## Results and discussion

The table follows the electron levels of wurtzite GaN through seven points of reciprocal space, computed with the PBE functional. Points are called here by their number in the column "level point". The columns "point a", "point b" and "point c" give the wave vector of the electron, that is, how fast its phase changes from cell to cell along each direction. "Level under 1" is the highest filled level at a point and "level over 1" the lowest empty one; all energies count from the top of the valence band.

Levels of wurtzite GaN (P6_3mc) at points of the 8×8×4 k mesh, counted from the valence top. ABINIT 10.8.3, plane-wave DFT with the PBE functional, PseudoDojo NC SR PBE v0.4.1 standard pseudopotentials and a cutoff of 979.61 eV. The geometry is kept as given, without spin polarisation or spin–orbit coupling; Fermi–Dirac occupations have a width of 0.05 eV.

```
point a (reciprocal cell vector)  point b (reciprocal cell vector)  point c (reciprocal cell vector)  level point (row)  level under 4 (eV)  level under 3 (eV)  level under 2 (eV)  level under 1 (eV)  level over 1 (eV)  level over 2 (eV)
                          0.0000                            0.0000                            0.0000                  1              -1.058              -0.060               0.000               0.000              2.007              4.339
                          0.5000                            0.0000                            0.0000                  2              -4.263              -2.772              -2.255              -0.985              5.109              5.642
                          0.2500                            0.2500                            0.0000                  3              -4.120              -3.973              -2.078              -1.958              5.768              6.747
                          0.3750                            0.2500                            0.0000                  4              -4.841              -3.447              -2.658              -2.457              5.304              7.414
                          0.0000                            0.0000                            0.2500                  5              -0.910              -0.910              -0.161              -0.161              3.186              4.445
                          0.1250                            0.0000                            0.5000                  6              -1.285              -1.285              -0.779              -0.779              4.959              4.959
                          0.5000                            0.0000                            0.5000                  7              -1.953              -1.953              -1.920              -1.920              4.460              4.460
```

Most of the discussion compares point 1, the zone centre, with point 5, which lies a quarter of a reciprocal vector away along the hexagonal axis c. Point 7, on the face of the zone, comes in later.

### 1. Where are the band edges, and is the gap direct?

Both edges lie at point 1. Its highest filled level is the zero of the scale, and its lowest empty level, at 2.007 eV, is the lowest in the table. The table shows only part of the mesh, but the smallest gap over the whole mesh is the same 2.007 eV. The gap is therefore direct: an electron can cross it by absorbing or emitting light without help from a lattice vibration.

Away from point 1 the vertical distance between filled and empty levels grows quickly. At point 5 it is already $3.186+0.161=3.347$ eV. The two edges contribute very unequally to this growth.

### 2. Which edge moves faster along c?

The empty level does. Between points 1 and 5 it rises by 1.179 eV, while the highest filled level sinks by only 0.161 eV, about one seventh as much.

The reason lies in the shape of the orbitals. It is well established for GaN, though the energies alone do not display it, that the lowest empty state is built mainly from round s orbitals and the valence top from nitrogen p orbitals. The two filled levels that share the zero at point 1 are p orbitals lying across the c axis. The Ga–N bond that runs along c meets such orbitals only sideways, and on this axis symmetry keeps them from mixing with the s level, so their energy responds only weakly to a phase change from layer to layer. The empty level is expected to owe most of its fast rise not to the overlap of s orbitals with one another but to its mixing with the p orbital that points along c, taken up in question 3.

The contrast can be put as an effective mass. A free electron with the wave vector of point 5 would have a kinetic energy of 0.352 eV. Dividing this by the computed rise gives an average electron mass of about 0.3 free-electron masses; dividing it by the fall of the filled level gives about 2.2 for the hole. In theory, an electron mass well below the free value marks a level pushed up by levels beneath it. Both masses are averages over the whole step. At the very bottom of the conduction band the electron is lighter still, because the band curves most strongly there and flattens further out.

### 3. What becomes of the single level just below the top?

Point 1 has a third filled level close to the edge, at −0.060 eV. It belongs to the p orbital that points along c. In a cubic crystal all three p orbitals would be equal; the hexagonal structure singles out one axis and sets this orbital apart.

At point 5 it has left the group at the top. The four highest filled levels there form two exact pairs, and on this axis the c-pointing orbital has no partner to pair with. It must therefore lie below the lower pair, which sits at −0.910 eV. So it has fallen by at least 0.85 eV, more than five times as far as the pair that started beside it.

Theory links this steep fall to the steep rise of the empty level. Once the wave travels along c, the s orbitals and the p orbitals pointing along c can mix strongly, and two levels that mix push each other apart: the upper goes up, the lower goes down. The p orbitals lying across c have the wrong symmetry to join in. The rule to carry away is that a p level is light along the direction in which its orbital points and heavy across it.

### 4. Can the filled pairs at point 5 be worked out from point 1?

They can, with a model of one coupling. The cell contains two double layers of Ga and N stacked along c, which a screw operation (half a turn plus a shift of half the cell height) carries into each other. Let each double layer carry one level of energy $E_0$ for a sideways p orbital, coupled only to the double layers directly above and below. A wave passing through this stack has the energy

$$E = E_0 + A\cos(kc/2),$$

where $A$ measures the coupling, $k$ is the wave vector along c and $c$ the height of the cell. The angle $kc/2$ is the phase step from one double layer to the next, and equals $\pi$ times the entry in "point c".

Because the cell holds two layers, each point on the axis shows this curve twice, once at the angle $kc/2$ and once at $\pi-kc/2$. Point 1 thus shows both ends of the curve. The upper end is the pair at zero. The lower end is taken to be the level at −1.058 eV. If it is a sideways p level, symmetry gives it a partner at the same energy, just outside the table. Half the distance between the ends gives $A=0.529$ eV, and their midpoint gives $E_0=-0.529$ eV.

At point 5 the angle is $\pi/4$, whose cosine is 0.707. The upper pair should then lie at $-0.529+0.529\times0.707=-0.155$ eV, and the lower pair, with the minus sign, at −0.903 eV.

The full calculation puts both pairs within 0.01 eV of these values, although point 5 played no part in setting the two constants. A straight line drawn between the same two ends would miss by about 0.1 eV, but it is a weak rival: symmetry makes the band flat at both ends, and other smooth curves with that property are expected to come close as well. One test point shows that a single coupling between neighbouring layers is enough to describe these pairs, not that longer couplings are absent.

### 5. Does the same formula serve the empty levels?

It does not. If the two empty levels of point 1 are taken as the two ends of one band, the cosine places the lowest empty level of point 5 at 2.35 eV. The table has 3.186 eV, so the formula misses most of the actual rise.

The failure marks the limit of the picture. A cosine starts gently and is steepest halfway, as suits compact orbitals that reach only the next layer. The conduction band has covered about half the distance between its two ends after a quarter of the way, and the second empty level at point 5, at 4.445 eV, lies above its end at point 1, which no single cosine allows. The main cause is expected to be the p level of question 3, which mixes with the s level and pushes it up as soon as the wave travels along c. One level per layer with one coupling is then too poor a description. Close to its minimum, this band is better described by a small effective mass.

For a neighbouring case, then, the first thing to ask is which orbital carries the band. The second is whether symmetry lets it mix with a nearby level. A level kept apart from its neighbours in energy, like the sideways p pair here, can follow a cosine; one that mixes strongly across a small gap may not, as the conduction band shows.

### 6. Why do all the listed levels pair up at points 6 and 7?

At point 5 only the filled levels are paired, because two sideways p orbitals are equivalent on the hexagonal axis while an s-like level stands alone. At points 6 and 7 the empty levels are paired too, so a different cause must be at work. Both points lie on the top face of the zone, where "point c" is 0.5.

On this face the phase step between double layers is a quarter turn. A wave running up the stack and one running down it then belong to the same point, and the screw operation combined with time reversal forces them to have equal energy, whatever their orbitals. Point 2 provides the comparison: it has the same sideways components as point 7 but lies in the central plane, and none of its levels are paired.

Point 6 can also be held against the rule from question 3. On the axis, at the centre of the face, the cosine puts all the sideways p levels together at $E_0$, about −0.53 eV. Point 6 lies a short step sideways from there, and its filled pairs have dropped to −0.779 and −1.285 eV, falls of roughly 0.25 and 0.76 eV. That is the pattern the rule leads one to look for: of the two sideways p orbitals, the one that points along the new direction of travel should fall faster. Point 7, farther out in the same direction, does not show this pattern: its two filled pairs lie only 0.033 eV apart. Symmetry suggests why. The p orbital lying across the mirror plane that holds c and the direction of travel cannot mix with s or c-pointing orbitals and stays one pair all the way out, while the faster pair can mix with the c-pointing level below and is expected to be held up by it. The energies alone do not show which pair belongs to which orbital at either point. The rule thus finds agreement at point 6, not proof, and no support at point 7.

### 7. Which digits can be trusted, and what would other settings change?

The gap, and with it the height of every empty level above the valence top, is the least reliable part of the table as a prediction of nature. The measured value is roughly 3.4 eV, so the calculation is about 1.4 eV too low. Spin–orbit coupling and lattice vibrations are left out, but including them would lower the gap further. The same holds for letting the cell relax, since the lattice used is somewhat smaller than the one PBE itself prefers, and compression widens the gap of GaN. The shortfall therefore lies with the functional, which is known to place empty levels too close to filled ones and the gallium 3d levels too near the valence top.

The splitting of 0.060 eV at point 1 needs a different kind of caution. It depends on the ratio of c to a and on the exact height of the nitrogen atoms between the gallium layers, and forces of about 0.14 eV/Å along c show that the atoms are not quite at rest there; relaxation is expected to lengthen the bond along c and shrink the splitting. Switching on spin–orbit coupling would also split the pair at zero, by roughly 0.01 eV. Even the 6 in this splitting is therefore open. Mesh and cutoff are working values that were not varied, so the third decimal of any level is untested; only the equalities within pairs are fixed by symmetry.

### 8. Is there a second valley for fast electrons?

In a strong electric field, electrons can gain enough energy to move from the main minimum into a side valley, where they are usually heavier. The table hints at such a valley near point 7. The lowest empty level there is 4.460 eV, about 0.5 eV below that of point 6 and 0.65 eV below that of point 2. The second empty level at point 1, at 4.339 eV, is lower still, so the zone centre may hold a further valley in a higher band.

Point 7 itself is unlikely to be the bottom. Its paired levels are two branches that meet at the zone face, and such branches generally cross with opposite slopes, as the two halves of the cosine do. On the way from point 7 towards point 2, one branch should therefore dip before it climbs. Point 7 lies 2.45 eV above the main minimum, so the side valley should begin somewhat lower than that. A finer line of points between points 7 and 2 would show how much lower.
